**Q:** I have a flexible molecule, CH₃–S–CF₂–CH₂–CH₂F, and a list of its shapes with their energies. The shapes differ by turns about one or more of three single bonds. Can I give each turn a price and add the prices up?

Calculated values. Conformers of CH₃–S–CF₂–CH₂–CH₂F without solvent: GFN2-xTB geometries (tblite 0.8.0) and PBE0-D3(BJ)/pcSseg-1 energies (PySCF 2.14.0). The torsions are C–S–C–F, S–C–C–C and C–C–C–F. Free energies and weights at 298.15 K add GFN2-xTB quasi-harmonic terms to the DFT energies; a mirror pair is shown once, and its weight covers both forms.

| number | torsions in degrees | point group | mirror pair | GFN2-xTB energy above its lowest (kcal/mol) | DFT energy above the lowest (kcal/mol) | free energy above the lowest (kcal/mol) | weight (%) | dipole (D) |
| --- | --- | --- | --- | --- | --- | --- | --- | --- |
| 1 | (56,63,179) | C1 | yes | 0.230 | 0.110 | 0.000 | 31.00 | 1.750 |
| 2 | (56,64,-81) | C1 | yes | 1.550 | 0.070 | 0.030 | 29.70 | 1.200 |
| 3 | (-57,180,180) | Cs | no | 0.000 | 0.000 | 0.260 | 20.00 | 1.720 |
| 4 | (60,-178,-79) | C1 | yes | 1.580 | 0.790 | 0.730 | 9.10 | 1.840 |
| 5 | (59,58,72) | C1 | yes | 1.450 | 1.010 | 0.990 | 5.80 | 1.820 |
| 6 | (-176,51,-90) | C1 | yes | 2.760 | 1.350 | 1.680 | 1.80 | 2.220 |
| 7 | (166,-178,-178) | C1 | yes | 2.370 | 1.960 | 1.880 | 1.30 | 1.930 |
| 8 | (55,-61,176) | C1 | yes | 2.490 | 1.930 | 1.880 | 1.30 | 1.900 |

**A:** That is the natural first model, and the table lets you test it. Take row 3 as the start: its chain is fully stretched, with every group opposite the next (anti, near 180°). Rows 1, 4 and 7 each differ from it by one turn to a sideways position (gauche, near 60°). In DFT energy, turning the chain next to the CF₂ group costs 0.11 kcal/mol, turning the CH₂F group costs 0.79, and turning the methyl group on sulfur costs 1.96.

**Q:** How do I know where the methyl group sits? The first torsion is near 60° in most rows.

**A:** That torsion ends on one of two equivalent fluorines, so a value near 60° fits two positions of the methyl group. In row 3 the mirror plane (point group Cs) makes it anti to the carbon chain. In rows 6 and 7 the fluorine itself is near 180°, which leaves only a gauche place for the chain. In rows 1, 2 and 5 it must be anti as well, because the other position would press it against the CH₂F carbon. In row 4 I take it as anti because the energy is low. Row 8 then has to be gauche, since otherwise it would be the mirror image of row 1.

**Q:** Why is the methyl turn so expensive?

**A:** A likely cause, which these energies alone don't prove, is the anomeric effect. A lone pair on sulfur, standing at right angles to the C–S–C plane, donates into the empty antibonding orbitals of the C–F bonds. With the methyl group anti to the chain, both C–F bonds are well placed to accept. After the turn one of them lies in the C–S–C plane, where it hardly overlaps with the lone pair.

**Q:** So which shapes refuse to add up?

**A:** Among the shapes listed, two do. The search found twelve and kept eight, with an energy window of 3 kcal/mol, so combinations that cost much more than their sum may be missing from this test. Four rows played no part in setting the prices. Rows 5 and 8 agree with the sum to within about 0.15 kcal/mol, but rows 2 and 6 do not. Row 2 has the chain turn and the CH₂F turn, so the model gives

$$0.11 + 0.79 = 0.90\ \text{kcal/mol},$$

while DFT gives 0.07. Row 6, with all three turns, lies even further below its sum, by 1.5 kcal/mol.

**Q:** What do those two have in common?

**A:** Look at the signs of the second and third torsions. In rows 2 and 6 both turns are sideways but in opposite directions, which folds the fluorine of the CH₂F group back towards sulfur. In rows 4 and 5 the same fluorine faces one of the fluorines on the CF₂ carbon instead. The price of the CH₂F turn came from row 4, so it includes a fluorine–fluorine contact that rows 2 and 6 do not have.

**Q:** Is that contact really worth most of a kilocalorie?

**A:** The comparison suggests so. Turning the CH₂F group towards fluorine, from row 3 to row 4, costs 0.79 kcal/mol; turning it towards sulfur, from row 1 to row 2, costs practically nothing. Theory offers a familiar reason: the two facing C–F bonds are nearly parallel, so their negative ends lie side by side and repel. 1,3-Difluoropropane avoids such a shape for the same reason. An attraction between sulfur and fluorine could add to the difference, and these energies do not separate the two.

**Q:** Then I should charge for the contact, not for the turn?

**A:** Yes, and the rule becomes shorter: pay 1.96 kcal/mol for a turned methyl group, 0.79 for a fluorine–fluorine contact, and ignore the small chain turn. This puts row 2 level with row 3, as DFT finds within 0.1 kcal/mol, though the rule was drawn up with row 2 in view. Row 5 comes out about 0.2 too low, a modest price for the simplification. Row 6 improves but still lies 0.6 kcal/mol below the rule; the analysis printed below compares both models row by row.

**Q:** What else is going on in row 6?

**A:** Something that appears only when the methyl group is turned and the CH₂F fluorine faces sulfur at the same time. The torsions bring that fluorine close to the methyl group, so my guess is a weak electrostatic contact with the methyl hydrogens. Such a contact would make the molecule stiffer, and the thermal part of the free energy in row 6 is indeed about 0.4 kcal/mol higher than in the other mirror pairs. That is a hint from a single conformer, not a demonstration.

**Q:** Could I read all this from the molecular dipole?

**A:** Only in part. Low-dipole shapes do tend to have low energies here, and row 2 has the smallest dipole of all. But row 6 has the largest, although it lies furthest below its sum of turns. The total dipole adds up every bond in the molecule, whereas the repulsion depends on which two bonds lie close together.

**Q:** I usually screen with the fast method. Would GFN2-xTB have shown me the same exceptions?

**A:** It shows one of them. GFN2-xTB also places row 6 well below its own sum of turns, by 1.4 kcal/mol. But it puts rows 2, 4 and 5 almost level, near 1.5 kcal/mol, as if it made no difference whether the fluorine faces sulfur or another fluorine. The exception in row 2 therefore rests on DFT. The match in row 6 is partly luck: by the contact rule, more than half of the DFT break there comes from the missing fluorine–fluorine contact, a difference that GFN2-xTB hardly sees.

**Q:** And do you trust DFT on that point?

**A:** More than the fast method, with some reserve. In a small basis set, atoms that come close borrow each other's basis functions, which makes folded shapes look too stable. Rows 4 and 5 are folded in much the same way, so part of this error should cancel when they are compared with row 2. The shapes themselves come from GFN2-xTB, and a DFT relaxation could still shift the balance by a few tenths of a kcal/mol.

**Q:** Does a fraction of a kilocalorie matter for how many molecules take each shape?

**A:** At room temperature it does, because $RT$ is only about 0.6 kcal/mol, with $R$ the gas constant and $T$ the temperature. Row 2 lies 0.83 kcal/mol below the sum of turns, which multiplies its population relative to the other shapes by about four. It holds 30% of the molecules, both mirror images included; had it obeyed the sum, it would hold about 9%. These weights are for the isolated molecule, and a polar solvent should favour shapes with a larger dipole at the expense of row 2.

**Q:** How would I carry this over to a related molecule?

**A:** Ask what each polar group faces after a turn, and only then give the turn a price. If the CF₂ group were replaced by CH₂, the CH₂F fluorine would meet a hydrogen where it now meets a fluorine, so the main penalty in rows 4 and 5 should vanish. The methyl turn should become much cheaper too, if the anomeric effect is indeed what makes it expensive, because the C–F bonds that accept the sulfur lone pair would be gone.

Printed output of the fit:

```
DFT energies and two models, kcal/mol:
  row   DFT  sum_of_turns  DFT_less_sum  contact_rule  DFT_less_rule
    1  0.11          0.11             0             0           0.11
    2  0.07           0.9         -0.83             0           0.07
    3     0             0             0             0              0
    4  0.79          0.79             0          0.79              0
    5  1.01           0.9          0.11          0.79           0.22
    6  1.35          2.86         -1.51          1.96          -0.61
    7  1.96          1.96             0          1.96              0
    8  1.93          2.07         -0.14          1.96          -0.03
GFN2-xTB energies and the same sum, kcal/mol:
  row  GFN2  sum_of_turns  GFN2_less_sum  DFT_less_GFN2
    1  0.23          0.23              0          -0.12
    2  1.55          1.81          -0.26          -1.48
    3     0             0              0              0
    4  1.58          1.58              0          -0.79
    5  1.45          1.81          -0.36          -0.44
    6  2.76          4.18          -1.42          -1.41
    7  2.37          2.37              0          -0.41
    8  2.49           2.6          -0.11          -0.56
methyl turn, row 7 less row 3, DFT, kcal/mol: 1.96
chain turn at CF2, row 1 less row 3, DFT, kcal/mol: 0.11
CH2F turn towards fluorine, row 4 less row 3, DFT, kcal/mol: 0.79
CH2F turn towards sulfur, row 2 less row 1, DFT, kcal/mol: -0.04
CH2F turn towards sulfur, row 6 less row 8, DFT, kcal/mol: -0.58
CH2F turn towards fluorine, row 4 less row 3, GFN2-xTB, kcal/mol: 1.58
CH2F turn towards sulfur, row 2 less row 1, GFN2-xTB, kcal/mol: 1.32
CH2F turn towards sulfur, row 6 less row 8, GFN2-xTB, kcal/mol: 0.27
row 5 less row 2, DFT, kcal/mol: 0.94
rank correlation of DFT energy and dipole: 0.881
dipole change, row 2 less row 1, D: -0.55
dipole change, row 6 less row 8, D: 0.32
weight of row 2 if it obeyed the sum of turns, percent: 9.428
thermal term of row 6 above the mean of the other mirror pairs, kcal/mol: 0.39
```
